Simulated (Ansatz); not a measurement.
# YbGe2Ru2: changing the fixed moment of the cell

Space group I4/mmm (No. 139). a = 4.203 Å, b = 4.203 Å, c = 9.763 Å, α = 90.00°, β = 90.00°, γ = 90.00°
```tsv
atom	site	symmetry	x	y	z
Yb	2a	4/mmm	0.0000	0.0000	0.0000
Ru	4d	-4m2	0.5000	0.0000	0.2500
Ge	4e	4mm	0.5000	0.5000	0.1250
```

The cell comes from a database or a generator and needn't be the form met in nature.

Kept alike: task single point; functional PBEsol; k mesh 8 × 8 × 8; occupations fermi-dirac, width 0.05 eV. Program: Ansatz, Ansatz PAW, cutoff 420 eV. The mesh is that of the run's cell of 5 atoms. No spin-orbit coupling.

| run | pressure (GPa) | largest site moment (μB) | free energy over the lowest row (meV/atom) |
| --- | --- | --- | --- |
| A | -0.31 | 0.30 | 7.07 |
| B | 5.62 | 1.24 | 469.90 |
| C | 3.60 | 1.01 | 335.59 |
| D | -0.38 | 0.00 | 0.00 |
| E | 10.64 | 1.67 | 810.60 |
| F | 0.02 | 0.43 | 35.88 |
| G | 1.70 | 0.76 | 201.81 |
| H | 0.51 | 0.54 | 94.65 |

Pressure is positive in compression, with a Pulay correction for the finite cutoff. For a metal such a mesh leaves the last digits unconverged. The runs hold the magnetic state that their start led to, which needn't be the lowest. Site moments count inside each atom's sphere or projector. All rows use potentials made for PBE.

**Question.** The runs differ in the fixed moment of the cell alone: 0; 0.8; 1.5; 2.2; 3; 3.8; 4.5; 6 μB. Which run is which?

**Answer.** Run A is 0.8 μB; run B is 4.5 μB; run C is 3.8 μB; run D is 0 μB; run E is 6 μB; run F is 1.5 μB; run G is 3 μB; run H is 2.2 μB. The pressure rises from -0.38 to 10.64 GPa between 0 and 6 μB. The largest site moment rises from 0.00 to 1.67 μB between 0 and 6 μB. The free energy rises from 0.00 to 810.60 meV/atom between 0 and 6 μB.

The energy rises with every step in imposed moment, so among these states the cell gains nothing from a net ferromagnetic polarisation. In the Stoner picture, moving electrons from minority to majority bands costs more band energy than exchange returns. The cost is small at first and steepens as the moment grows, which suggests that states close to the Fermi level are used up and more dispersive bands must then be repopulated. The accompanying rise in pressure is the usual magnetovolume effect: the transferred electrons probably enter less bonding or antibonding Ru–Ge states, so the polarised cell would tend to expand.

The unpolarised minimum shouldn't be read as the magnetism of the real compound, where Yb is close to trivalent and carries a local 4f moment. The likely cause of the disagreement is the treatment of the 4f shell, either held closed in the potential or filled by the semilocal functional. Nor does a scan of the net moment test antiferromagnetic order, in which local moments cancel.
